Skyrmion lattice notes: how good is the three-helix ansatz? (worked for Co8Zn8Mn4)

**Model and standard result**

We use SI units, M in A/m, internal field H along ẑ, and the isotropic Landau functional

f = (r₀/2)M² + (J/2)(∇M)² − D M·(∇×M) + (U/4)(M²)² − μ₀M·H, with D > 0.

The sign of D only fixes the handedness. Put Q = D/J = 2π/λ and r = r₀ − JQ². For a wave vector of length kQ in the xy plane let t̂ = ẑ × k̂. The transverse wave −(a ẑ cos φ + b t̂ sin φ) has M·(∇×M) = ab kQ. With p = (a+b)/2 (favoured hand) and n = (a−b)/2 (wrong hand) its mean quadratic energy is

½[r + JQ²(k−1)²]p² + ½[r + JQ²(k+1)²]n².

Only p at k = 1 is soft. The ansatz keeps three such helices and a uniform moment, M = M₀ẑ + m Σⱼ(ẑ cos θⱼ + t̂ⱼ sin θⱼ), θⱼ = qⱼ·r + φⱼ. The quartic term contains (M₀·M_q1)(M_q2·M_q3), whose spatial average vanishes unless q₁ + q₂ + q₃ = 0. Three vectors of equal length then lie in a plane at 120°. By threefold symmetry only the component of M₀ normal to that plane survives, so the term is largest for q ⊥ H. With Φ = φ₁ + φ₂ + φ₃,

⟨M⁴⟩ = M₀⁴ + 12M₀²m² + 9M₀m³ cos Φ + (51/4)m⁴,

and U > 0, M₀ > 0 lock Φ = π. The qⱼ span the reciprocal lattice of a hexagonal lattice with a = 2λ/√3 and cell area 2λ²/√3.

Move the origin to the point where all θⱼ = π, and from here on let θⱼ = qⱼ·r, measure M in units of m and write x = M₀/m. Then M = xẑ − Σⱼ(ẑ cos θⱼ + t̂ⱼ sin θⱼ). The in-plane part vanishes at the lattice point (winding +1, M_z = x − 3), at two triangle centres (+1, M_z = x + 3/2) and at three bond midpoints (−1, M_z = x + 1). The charge per cell, half the sum of winding times sign of M_z, is ½(−1 + 2 − 3) = −1 for 0 < x < 3. That is one skyrmion per cell, core antiparallel to H, density √3/(2λ²).

**Where the assumption enters**

The assumption is that every mode other than the three soft helices and M₀ has zero amplitude. It enters twice. It makes ⟨M⁴⟩ the short polynomial above. And it sets |qⱼ| = Q, because the only q-dependent energy left is (J/2)m²(q − Q)² per helix; this step is what ties a to λ.

The ansatz does not solve the Euler–Lagrange equation, because its length is not uniform. Label reciprocal shells by k² and let C₁, C₃, C₄, C₇, ... be the sum of cosines over a shell, one per ± pair (three terms with ⟨C²⟩ = 3/2; six terms with ⟨C²⟩ = 3 for k² = 7 and 13). Using t̂ᵢ·t̂ⱼ = −½,

ρ = |M|² = x² + 3 + (3/2 − 2x)C₁ + ½C₃.

We work at x = 3/4, where the C₁ term vanishes. The mean is ρ₀ = 57/16 = 3.56 and the rms modulation is √(3/8) = 0.61, or 17 %. Here M₀/√⟨M²⟩ = 0.40. In the cone M_z/|M| = H/H_c2, so if the lattice has about the cone's susceptibility this is H ≈ 0.4 H_c2.

**Rewriting the energy**

Up to a constant, with ρ* = −r/(Um²) and g = Um²/(JQ²),

⟨f⟩/(JQ²m²) = ½Σ[(k−1)²p² + (k+1)²n²] + ½x² + (g/4)⟨(ρ − ρ*)²⟩ − hx, h = μ₀H/(JQ²m).

Hold m and x fixed (r and H are their conjugates) and add a correction δ built from symmetric shells, δ = −Σ(a ẑ cos φ + b t̂ sin φ). Then ρ changes by 2M·δ + δ². We keep 2M·δ and size δ² below. The product of a basic helix with a wave at k gives (a + b q̂·k̂) cos((k − q)·r) for each of the six vectors ±qⱼ, and the uniform moment gives −2xa cos(k·r). Collecting shells:

shell 1: 3(a+b) + (2a + b − 2xa)C₁ + (2a − b)C₃ + (a − b)C₄
shell 3: (2a + √3b)C₁ − 2xaC₃ + 2aC₄ + (a − √3b/2)C₇
shell 4: (a + b)C₁ + (2a + b)C₃ − 2xaC₄ + (a − b/2)C₇ + (a − b)C₉
shell 7, a = b = 1, α = 1/√7: (2+5α)C₃ + (2+4α)C₄ + (1 + α/2 − 2x)C₇ + (2−α)C₉ + (2−4α)C₁₂ + (1 − 5α/2)C₁₃

Keep four amplitudes y = (n₁, p₃, p₄, p₇): the wrong-handed part of the first shell, which makes the helices elliptical, and the favoured hand on the shells √3Q, 2Q and √7Q. None of them changes the mean of ρ at linear order. Let B be the matrix of the coefficients above (columns are modes, rows are shells 1, 3, 4, 7, 9, 12, 13), W = diag(1, 1, 1, 2, 1, 1, 2), and R⁰ the vector with the single entry ½ in row 3. The y-dependent energy in units of (3/2)JQ²m² is

E = yᵀS y + (g/4)(R⁰ + By)ᵀW(R⁰ + By),

S = diag(4, (√3−1)², 1, 2(√7−1)²) = diag(4, 0.536, 1, 5.42),

where the factor 2 counts the six helices of shell 7. The minimum obeys

(4S/g + BᵀWB) y = −BᵀWR⁰ = (−3/2, 3/4, −3/2, −1.945).

At x = 3/4 the symmetric matrix BᵀWB has the upper triangle

13.25  −2.366  5  18.69
20.21  0.098  1.106
15.75  6.091
30.53

**First correction**

For small g the term 4S/g dominates and y = −(g/4)S⁻¹BᵀWR⁰:

n₁ = −0.094 g, p₃ = +0.35 g, p₄ = −0.375 g, p₇ = −0.090 g.

This is ordinary first-order perturbation theory in U. The √3Q and 2Q shells lead because they are the cheapest.

The lattice constant follows from a scaling argument that holds at any g. Stretch the whole texture so that the basic vector has length q. The local terms do not change, and the gradient energy is Σ[½Jk²q²(p² + n²) − Dkq(p² − n²)]. Its minimum lies at

q/Q = Σk(p² − n²) / Σk²(p² + n²),

summed over all helices including the three with k = 1, p = 1. To second order in y, q = Q(1 − Δ) with

Δ = 2n₁² + (3 − √3)p₃² + 2p₄² + 2(7 − √7)p₇².

Every term is positive: harmonics have too short a pitch and push the cell outward. So a = (2λ/√3)(1 + Δ), and the density drops by the fraction 2Δ. With the first-order amplitudes Δ = 0.52 g². The hexagonal symmetry, the locking at Φ = π and the charge are untouched.

The small-g form fails early. For p₃ the two terms of the matrix are equal at g = 4 × 0.536/20.21 ≈ 0.1. Beyond that the harmonics are limited by the stiffness of |M|, and the linear system has to be solved as it stands. That system needs only δ² small against the length modulation, at any g.

**The value of g in Co8Zn8Mn4**

Two susceptibilities fix the scale. In the cone M_z = μ₀H/(JQ²), so JQ² = μ₀/χ_con with χ_con the internal susceptibility. In the paramagnet χ = μ₀/r₀ = C/(T − θ). With T_c defined by r = 0,

r/(JQ²) = χ_con(T − T_c)/C, and g ≈ |r|/(JQ²ρ₀), since ρ* equals ρ₀ to a few per cent.

All inputs are approximate: T_c ≈ 300 K, λ ≈ 125 nm near T_c (Q = 0.050 nm⁻¹), a cubic β-Mn-type cell of edge about 0.63 nm holding one formula unit with 12 Co and Mn atoms, an equilibrium skyrmion pocket reaching some 15 K below T_c, and two rough assumed values, χ_con ≈ 3 and an effective moment of about 3 μ_B per magnetic atom. The Curie constant is C = nμ₀p_eff²μ_B²/(3k_B) = 1.1 K, which we round to 1 K. At 10 K below T_c this gives r/(JQ²) ≈ −30 and g ≈ 8. The long pitch is the reason: JQ² is tiny, so a few kelvin below T_c the length of M is already stiff. A mean-field Curie–Weiss slope carried through the critical region is good only to a factor of a few, so we solve for g four times smaller and larger as well.

g | n₁ | p₃ | p₄ | p₇ | Δ
2 | −0.029 | 0.034 | −0.068 | −0.025 | 0.018
8 | −0.041 | 0.033 | −0.071 | −0.024 | 0.020
32 | −0.056 | 0.032 | −0.071 | −0.016 | 0.020

The first-order formula is useless here (it would give p₄ = −3 at g = 8), but the correction itself has saturated and hardly depends on g. The poor knowledge of χ_con and C therefore matters little. The mechanism shows at the core. There δ_z = −(3n₁ + 3p₃ + 3p₄ + 6p₇) = +0.38 at g = 8, which takes M_z from −2.25 to −1.87, close to −√ρ₀ = −1.89. The harmonics iron out the length.

**What this means in numbers**

At x = 3/4, with Δ ≈ 2 %:

- Lattice constant: 2λ/√3 = 144 nm becomes about 147 nm, a shift of 3 nm.
- Density: √3/(2λ²) = 55 μm⁻² becomes about 53 μm⁻².
- SANS: the first-order spots sit about 2 % inside the zero-field helical radius at the same temperature. Single-scattering intensity per spot goes as p² + n², so relative to a first-order spot the 2Q spots carry 0.005, the √3Q spots 0.001 and the √7Q spots 0.0006. These ratios hold only very near x = 3/4 (see Field below). Double scattering lands on the same positions and must be excluded before these are read as harmonics.
- Ellipticity of the basic helices: a/b = (1 + n₁)/(1 − n₁) = 0.92, the out-of-plane amplitude being the smaller.

The energy is another matter. In the rewritten functional every term but ½x² − hx is non-negative, and the cone (p at k = 1, uniform length, x = h) makes them all zero. The lattice therefore lies above the cone in this mean-field model by at least its penalty (3/2)E. In units of JQ²m² the bare ansatz has 3g/32 = 0.75 at g = 8. At the minimum E = (g/4)R⁰ᵀW(R⁰ + By), which gives a penalty of 0.033. The scale to compare with is the Zeeman gain ½x² = 0.28. The three-helix state overstates the penalty by a factor of about 23, so it is good for geometry and poor for phase boundaries. The remaining gap stays positive, and something outside this functional, such as thermal fluctuations, has to close it.

**Size of what is still left out**

- The δ² term in ρ. Its mean is 3(n₁² + p₃² + p₄² + 2p₇²) = 0.027, which is 4 % of the modulation 0.61 that drives the correction. The expansion of q/Q is of similar quality: the full ratio gives Δ = 0.019 in place of 0.020.
- More modes. Adding n₃ and n₄ (stiffness (√3+1)² and 9, weights 3 + √3 and 6 in Δ, columns from the shell formulas with a = 1, b = −1) gives n₃ = 0.004, n₄ = 0.010 and Δ = 0.022 at g = 8. Outer shells will shift it again. Quote Δ to one figure. The columns of n₁ and p₇ are nearly parallel, so their separate values are less certain than Δ or p₄.
- Field. All numbers are for x = 3/4. A change of x by 0.1 switches on a C₁ term of size 0.2 in R⁰. It enters the driving vector −BᵀWR⁰ linearly through row 1 of B, where p₃ has the entry 2 + √3 = 3.73, so it shifts the p₃ drive by 0.75, as much as the drive itself. B and R⁰ must therefore be rebuilt even for such a shift. Doing so at g = 8 gives for x = 0.65 (H ≈ 0.35 H_c2) p₃ = 0.001, p₄ = −0.100 and Δ = 0.025: the √3Q spots all but vanish and the 2Q spots double to 0.010. For x = 0.85 (H ≈ 0.44 H_c2) it gives p₃ = 0.0655, p₄ = −0.042 and Δ = 0.019: the √3Q spots (0.004) now exceed the 2Q spots (0.002). Over this range Δ stays between about 2 and 2.5 %, while the separate harmonics depend strongly on field.
- Dipolar energy. All modes kept are transverse, ∇·M = 0, so it acts only through the demagnetising field of M₀. The longitudinal part allowed on shell 7 is left out; the dipolar energy stiffens it further.
- Cubic exchange anisotropy (F/2)Σᵢ(∂ᵢMᵢ)². For a circular helix it turns J into J + (F/2)(1 − Σq̂ᵢ⁴). The ⟨100⟩ helices of the zero-field state are unaffected at first order. Averaged over the three qⱼ, Σq̂ᵢ⁴ is 3/4 for H ∥ [001] and 1/2 for H ∥ [111], so q shifts by the fraction −F/(8J) or −F/(4J). It matches a Δ of 0.02 at F/J = 0.16 or 0.08. It depends on the field direction and Δ does not, which is how to tell them apart.

In the quenched metastable lattice far below T_c, λ itself changes with temperature and anisotropy is no longer a small term, so these numbers apply to the equilibrium pocket near room temperature only.